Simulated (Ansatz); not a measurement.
# Li: the change of pressure with volume per atom

Results calculated with Ansatz 0.2.0, not measured. Periodic Kohn-Sham DFT of a crystal at fixed atoms; pressure and stress are positive in compression; the energy is the free energy less that of spherical unpolarised free atoms; site moments are those in the method's own spheres, positive along +z.

Cell of the first row (space group Fm-3m, No. 225):
```
Li
1.0
      0.0000     2.1570     2.1570
      2.1570     0.0000     2.1570
      2.1570     2.1570     0.0000
Li
1
Direct
  0.00000 0.00000 0.00000
```

Settings of every row: method all-electron PAW; functional LDA; relativity scalar; k mesh 16x16x16; filling fermi-dirac; smearing width 0.05 eV; nucleus gaussian.

Atom start moment: 0 on all atoms.

| row | volume per atom (Å³) | pressure (GPa) |
| --- | --- | --- |
| 1 | 20.073 | -0.787 |
| 2 | 20.5 | -1.036 |
| 3 | 20.927 | -1.263 |
| 4 | 21.141 | -1.368 |
| 5 | 21.354 | -1.469 |
| 6 | 21.568 | -1.565 |
| 7 | 21.781 | -1.656 |
| 8 | 22.208 | -1.827 |
| 9 | 22.635 | ? |

Question: what pressure should row 9 give?

Worked fit of pressure. Take u = (V_r/V)^(2/3) − 1 with V_r = 21.247 Å³ an atom, which is twice the finite (Eulerian) strain; such expansions in the strain, on which the Birch-Murnaghan equation of state is built, carry the rest volume and the bulk modulus. The shown rows have u = 0.03862, 0.02415, 0.01017, 0.00334, -0.00334, -0.00995, -0.01641, -0.02906. Least squares give pressure = −1.419 + 15.032 × u + 34.4 × u² GPa; a straight line predicts inner rows, each left out in turn, worse (root mean square 0.012 against 0.00041 GPa). All shown rows lie on it to the printed digit. The withheld row has u = -0.04131, so the fit gives −1.419 + 15.032 × (-0.04131) + 34.4 × (-0.04131)² = -1.981 GPa.

The calculation gave -1.982 GPa. The fit lies 0.001 GPa (0.084 % of the column's range) above it, one unit of the last digit. This row lies beyond the range of the fit.
